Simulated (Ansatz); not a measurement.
## SnTe: energy above lowest point against volume scale

Free energy against uniform scaling of the volume at fixed shape and fractions; periodic cell, basis, potentials, k mesh and filling as listed. The results are calculated, by Ansatz 0.2.0.

The cell before it is scaled or strained (space group F-43m, No. 216):
```
cell vectors (Å)
   0.0000     3.6587     3.6587
   3.6587     0.0000     3.6587
   3.6587     3.6587     0.0000
atoms (fractions of the cell vectors)
Sn  0.00000  0.00000  0.00000
Te  0.75000  0.75000  0.75000
```

Settings of every row: functional LDA; dispersion none; potentials PAW; wave cutoff 500 eV; density cutoff 2000 eV; k mesh 6x6x6; k shift 0x0x0; occupations fixed; smearing width 0 eV; spin none.

Limits: coarse k mesh, up to 40 meV an atom off; minimum outside the range; no spin-orbit coupling, which can matter with elements this heavy; the cell comes from a prototype or a list of computed structures and needn't be the stable phase.

```csv
row,volume scale,V (Å³/atom),energy above lowest point (meV/atom)
1,0.9231,45.209,0
2,0.9615,47.09,?
3,1,48.976,50.4
4,1.0385,50.861,88.2
5,1.0769,52.742,132.1
```

Question: what energy above lowest point should row 2 give?

Worked fit of energy above lowest point. Take u = (V_r/V)^(2/3) − 1 with V_r = 49.918 Å³ an atom, which is twice the finite (Eulerian) strain; such expansions in the strain, on which the Birch-Murnaghan equation of state is built, carry the rest volume and the bulk modulus. The shown rows have u = 0.06829, 0.01278, -0.0124, -0.03602. Least squares give energy above lowest point = 68.42 − 1503.5 × u + 7344 × u² meV/atom; a straight line predicts inner rows, each left out in turn, worse (root mean square 12 against 0.016 meV/atom). All shown rows lie on it to the printed digit. The withheld row has u = 0.03965, so the fit gives 68.42 − 1503.5 × (0.03965) + 7344 × (0.03965)² = 20.4 meV/atom.

The calculation gave 20.4 meV/atom. The fit meets it to the printed digit.
